# The third-moment dipole sum rule, and a wrong value for hydrogen

**Conventions.** Hartree atomic units are used. $N$ electrons move in a local potential $v_{\rm ext}(\mathbf r)$, and the ground state carries no current and has a spherical density $n_0(r)$. With $\hat D=\sum_i z_i$ and excitation energies $\omega_n$, the oscillator strengths and their moments are

$$f_n=2\omega_n|\langle n|\hat D|0\rangle|^2,\qquad S_p=\sum_n f_n\,\omega_n^{\,p},$$

with the continuum included in the sum. $S_2=2\sum_n\omega_n^3|\langle n|\hat D|0\rangle|^2$ is the third moment of the dipole strength, hence the name of the rule.

## An attempt that is wrong

**The calculation in this section ends in a false result.** One of the lines A1 to A6 introduces the fault. Try to catch it.

Kick the system at $t=0$ with a weak uniform field pulse, so that every Kohn-Sham orbital is multiplied by $e^{ikz}$ and the many-body state by $e^{ik\hat D}$. To first order in $k$ the state is $|0\rangle+ik\sum_n\langle n|\hat D|0\rangle e^{-i\omega_nt}|n\rangle$, and the dipole $D(t)=\int z\,n\,d^3r$ is

$$D(t)=k\sum_n f_n\frac{\sin\omega_nt}{\omega_n}=k\Big[S_0\,t-S_2\,\frac{t^3}{6}+\dots\Big].\tag{A1}$$

The time-dependent Kohn-Sham equations give $\ddot D=-\int n\,\partial_z(v_{\rm ext}+v_{\rm H}+v_{\rm xc})\,d^3r$.

> **Predict.** Which of the three potentials survive?

In the interacting system the electron-electron forces cancel in pairs, so $\ddot D$ contains $v_{\rm ext}$ alone. The Kohn-Sham system has the same density and so the same $\ddot D$. The Hartree force vanishes by itself, because its integrand $n(\mathbf r)n(\mathbf r')(z-z')/|\mathbf r-\mathbf r'|^3$ is odd under $\mathbf r\leftrightarrow\mathbf r'$. Hence $\int n\,\partial_z v_{\rm xc}\,d^3r=0$, the zero-force theorem, and

$$\ddot D(t)=-\int n(\mathbf r,t)\,\partial_z v_{\rm ext}\,d^3r.\tag{A2}$$

Just after the kick the current density is $k\,n_0\hat{\mathbf z}$. Then $\dot D(0^+)=kN$, and continuity gives $n=n_0-kt\,\partial_zn_0+\dots$ The term $n_0$ exerts no net force. Matching A2 to $\ddot D=-kS_2t$ from A1,

$$S_0=N,\qquad S_2=-\int\partial_zn_0\,\partial_zv_{\rm ext}\,d^3r.\tag{A3}$$

The first relation is the Thomas-Reiche-Kuhn rule. Moving the derivative onto the potential,

$$S_2=\int n_0\,\frac{\partial^2v_{\rm ext}}{\partial z^2}\,d^3r.\tag{A4}$$

For a point nucleus $v_{\rm ext}=-Z/r$, and differentiating twice,

$$\frac{\partial^2v_{\rm ext}}{\partial z^2}=Z\,\frac{1-3\cos^2\theta}{r^3}.\tag{A5}$$

The angular average of $1-3\cos^2\theta$ is zero and $n_0$ is spherical, so

$$S_2=0\quad\text{(wrong)}.\tag{A6}$$

## The symptom

> **Predict.** Without locating the fault, give a lower bound on $S_2$ for hydrogen.

From the ground state every $f_n\omega_n^2$ is non-negative. The lowest dipole excitation of hydrogen, $1s\to2p$, has $\omega_2=3/8$ hartree (10.2 eV). Since $S_0=1$,

$$S_2\ge\omega_2^2S_0=\tfrac{9}{64}=0.1406 .$$

A sharper bound uses $[\hat H,\hat D]=-i\hat P_z$, which gives $f_n\omega_n=2|\langle n|\hat P_z|0\rangle|^2$ and so $S_1=2\langle p_z^2\rangle=\tfrac23\langle p^2\rangle=\tfrac23$ for the $1s$ state. The Cauchy-Schwarz inequality then demands $S_2\ge S_1^2/S_0=4/9=0.444$. A6 would mean that, to order $t^3$, the kicked cloud drifts from the proton with no restoring force.

A second warning is mathematical. The integrand built from A5 behaves as $r^{-3}$ near the origin, so its integral converges only conditionally. Excluding a small sphere gives zero. Excluding a thin slab $|z|<\epsilon$ instead leaves the ray at $\mu=\cos\theta>0$ starting at $r=\epsilon/\mu$, and as $\epsilon\to0$ the result becomes $4\pi Zn_0(0)\int_0^1(1-3\mu^2)\ln\mu\,d\mu=-\tfrac{8\pi}{3}Zn_0(0)$. A sum rule cannot depend on the order of integration.

## The faulty line

> **Predict.** A2 discards two whole potentials. Is it the culprit?

It is not. For one electron $v_{\rm H}+v_{\rm xc}=0$ at every point, so hydrogen satisfies A2 trivially. The fault is A5, which holds only for $r>0$. Added over $x$, $y$ and $z$, it says $\nabla^2(-Z/r)=0$ everywhere. Yet the flux of $\nabla v_{\rm ext}=Z\hat{\mathbf r}/r^2$ through any sphere about the nucleus is $4\pi Z$, so

$$\nabla^2\Big(-\frac Zr\Big)=4\pi Z\,\delta(\mathbf r).$$

A5 has removed the nucleus. A4 is right provided the second derivative is read as a distribution. By isotropy the three directions share the point term equally:

$$\frac{\partial^2}{\partial z^2}\Big(-\frac Zr\Big)=Z\,\mathrm{P}\,\frac{1-3\cos^2\theta}{r^3}+\frac{4\pi}{3}Z\,\delta(\mathbf r),$$

where P means that a small *sphere* is excluded and shrunk to zero.

## The mended calculation

**Route 1: stay with A3.**

> **Predict.** Does the integral in A3 converge absolutely at the origin?

It does, since $\partial_zv_{\rm ext}=Z\cos\theta/r^2$ and the volume element cancels the $r^{-2}$. With $\partial_zn_0=n_0'(r)\cos\theta$ and $\int\cos^2\theta\,d\Omega=4\pi/3$,

$$S_2=-\frac{4\pi}{3}Z\int_0^\infty n_0'(r)\,dr=\frac{4\pi}{3}\,Z\,n_0(0).$$

The same term appears if the step to A4 is made outside a sphere of radius $\epsilon$. The volume part vanishes by the angular average, and the inner surface leaves $n_0(\epsilon)\oint\partial_zv_{\rm ext}\cos\theta\,dS=\tfrac{4\pi}{3}Zn_0(\epsilon)$, which stays finite as $\epsilon\to0$.

**Route 2: smear the charge.** Spread the positive charge $Z$ uniformly over a sphere of radius $R$, with density $n_+=3Z/(4\pi R^3)$. This is a jellium sphere.

> **Predict.** Which electrons contribute to A4 now?

Inside, $v_{\rm ext}=-Z(3R^2-r^2)/(2R^3)$ and $\partial_z^2v_{\rm ext}=Z/R^3=4\pi n_+/3\equiv\omega_{\rm Mie}^2$, the squared Mie frequency. Outside, A5 is valid and averages to zero. The field is continuous at $R$, so no surface term arises. With $\Delta N$ electrons outside the background,

$$\langle\omega^2\rangle\equiv\frac{S_2}{S_0}=\omega_{\rm Mie}^2\Big(1-\frac{\Delta N}{N}\Big).$$

Spill-out lowers the mean square frequency below the classical value. Now let $R\to0$. The number of electrons inside falls as $N-\Delta N\to\tfrac{4\pi}{3}R^3n_0(0)$ while $\omega_{\rm Mie}^2$ grows as $Z/R^3$, and the product is $\tfrac{4\pi}{3}Zn_0(0)$ again. The delta function is the limit of the jellium interior, and the wrong attempt counted all electrons as outside.

For a one-electron atom $n_0=(Z^3/\pi)e^{-2Zr}$, so

$$S_2=\tfrac43Z^4,\qquad\sqrt{\langle\omega^2\rangle}=\tfrac{2}{\sqrt3}Z^2 .$$

For hydrogen $S_2=1.333$ hartree$^2$, above both bounds, and the root-mean-square frequency is 1.155 hartree, or 31.4 eV.

## Test against the exact spectrum

> **Predict.** The Lyman lines carry more than half of $S_0$. Do they carry more than half of $S_2$?

The closed-form strengths for hydrogen, quoted here without derivation, are

$$f_n=\frac{2^8n^5(n-1)^{2n-4}}{3(n+1)^{2n+4}},\qquad\omega_n=\frac12\Big(1-\frac1{n^2}\Big),$$

for $1s\to np$, and for a photoelectron of momentum $q$, with $\omega=(1+q^2)/2$,

$$\frac{df}{d\omega}=\frac{2^8}{3}\,\frac{e^{-4\arctan(q)/q}}{(1+q^2)^4\,(1-e^{-2\pi/q})}.$$

Summing over $n$ and integrating over $d\omega=q\,dq$ gives

| | bound $np$ | continuum | total |
|---|---|---|---|
| $S_0$ | 0.5650 | 0.4350 | 1 |
| $S_2$ (hartree$^2$) | 0.0902 | 1.2431 | 4/3 |

The line $1s\to2p$, with $f_2=0.4162$, adds 0.0585 to $S_2$ and by itself refutes A6. The continuum supplies 93 per cent of $S_2$. At large $q$ the strength falls as $q^{-7}\propto\omega^{-7/2}$, so $S_2$ converges slowly and $S_3$ diverges. The $t^3$ term of A1 therefore exists, but the dots after it do not continue as a power series.

## Size of the error

The slip returns 0 where the exact value is $4/3$ hartree$^2$. The error is $-4/3$ hartree$^2$, which is 100 per cent, and the root-mean-square frequency drops from 31.4 eV to zero. The loss is total for any atom with a spherical density, because the point term $\tfrac{4\pi}{3}Zn_0(0)$ is then the whole sum.

The value $4/3$ belongs to the non-relativistic model with a fixed point nucleus. In that model 1.8 per cent of $S_2$ comes from momenta $q$ above the speed of light in atomic units, 137, where neither the Hamiltonian nor the dipole approximation describes real hydrogen. The later digits of 1.333 and 31.4 eV are the model's.

> **Predict.** A calculation uses an approximate $v_{\rm xc}$ that obeys the zero-force theorem at all times. Does its spectrum give $4/3$?

It obeys A3 with its own ground-state density, so it gives $\tfrac{4\pi}{3}Zn_0(0)$ with the approximate $n_0(0)$. This holds for the self-consistent response only. If $v_{\rm H}+v_{\rm xc}$ is frozen at its ground-state form, the cancellation in A2 is lost, and the bare Kohn-Sham transitions satisfy A3 with the full Kohn-Sham potential in place of $v_{\rm ext}$.